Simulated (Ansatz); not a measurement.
A series in volume scale on Ni

Results calculated with Ansatz 0.2.0, not measured. Free energy against uniform scaling of the volume at fixed shape and fractions; periodic cell, basis, potentials, k mesh and filling as listed.

The cell before it is scaled or strained (space group P6_3/mmc, No. 194):
```
cell vectors (Å)
   2.4480     0.0000     0.0000
  -1.2240     2.1200     0.0000
   0.0000     0.0000     4.0728
atoms (fractions of the cell vectors)
Ni  0.33333  0.66667  0.25000
Ni  0.66667  0.33333  0.75000
```

Settings of every row: functional LDA; dispersion none; accuracy medium; potentials PAW; wave cutoff 500 eV; density cutoff 2000 eV; k mesh 13x13x7; k shift 0x0x0; occupations methfessel paxton; smearing width 0.01 eV; spin collinear; SCF threshold exponent -9.

Limits: a known weakness of the program can leave such a cell on a higher state; coarse k mesh, up to 40 meV an atom off; state may not be the lowest; the cell comes from a prototype or a list of computed structures and needn't be the stable phase.

```csv
row,volume scale,V (Å³/atom),energy above lowest point (meV/atom)
1,0.94,9.934,0.7
2,0.96,10.146,0
3,0.98,10.357,5.9
4,1,10.568,17.9
5,1.02,10.78,?
6,1.04,10.991,56.8
7,1.06,11.203,82.8
```

Question: what energy above lowest point should row 5 give?

Worked fit of energy above lowest point. Take u = (V_r/V)^(2/3) − 1 with V_r = 10.462 Å³ an atom, which is twice the finite (Eulerian) strain; such expansions in the strain, on which the Birch-Murnaghan equation of state is built, carry the rest volume and the bulk modulus. The shown rows have u = 0.03513, 0.02066, 0.00675, -0.0067, -0.03235, -0.0446. Least squares give energy above lowest point = 11.18 − 885.8 × u + 16466 × u² + 7314 × u³ meV/atom; a parabola predicts inner rows, each left out in turn, worse (root mean square 0.16 against 0.08 meV/atom). The rows lie off it by 0.0, 0.0, -0.1, 0.0, 0.0, 0.0. The withheld row has u = -0.01976, so the fit gives 11.18 − 885.8 × (-0.01976) + 16466 × (-0.01976)² + 7314 × (-0.01976)³ = 35.1 meV/atom.

The calculation gave 35 meV/atom. The fit lies 0.1 meV/atom (0.12 % of the column's range) above it, one unit of the last digit.
